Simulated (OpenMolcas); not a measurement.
How basis sets differ on C2H2AlCl (SMILES Cl[C]1=[CH][AlH]1)

C2H2AlCl: 6 atoms, total charge 0, spin state singlet. As SMILES, `Cl[C]1=[CH][AlH]1`. Geometry: a GFN2-xTB relaxation, a rough one for these elements and not checked as a minimum.

Quantity: the HOMO–LUMO gap, in eV. The values are calculated.

| level | kind | program | value (eV) | CPU time |
| --- | --- | --- | --- | --- |
| HF/STO-3G | Hartree–Fock | OpenMolcas | 14.88 | 1.7 s |
| HF/3-21G | Hartree–Fock | OpenMolcas | 11.38 | 2 s |
| HF/def2-SVP | Hartree–Fock | OpenMolcas | 11.38 | 4.3 s |
| HF/6-311+G** | Hartree–Fock | OpenMolcas | 10.60 | 16 s |

The values span 10.60 to 14.88 eV. A Hartree–Fock LUMO above zero doesn't converge with the basis: it sinks as sets grow more diffuse. Orbital gaps aren't excitation energies. CPU times are rough (shared hosts, several kinds of processor): they show what a rung costs within a factor of a few.

The gap narrows sharply once the minimal basis is left behind, from 14.88 eV with STO-3G to 11.38 eV with 3-21G. A minimal set gives each valence shell a single fixed radial shape, so the empty orbital can't expand to lower its energy and is held too high. Split-valence sets remove that constraint. In this ring the LUMO probably has much aluminium 3p character, since tricoordinate aluminium has a formally vacant p orbital that can mix with the C=C π system.

The step from 3-21G to def2-SVP breaks the downward trend: the gap is unchanged at the printed precision. This agreement isn't evidence of convergence, because similar shifts of the HOMO and LUMO would cancel in the difference, and 6-311+G** lowers the gap again, to 10.60 eV. That last set brings both a more flexible valence description and diffuse functions, so the final drop can't be assigned to either alone.
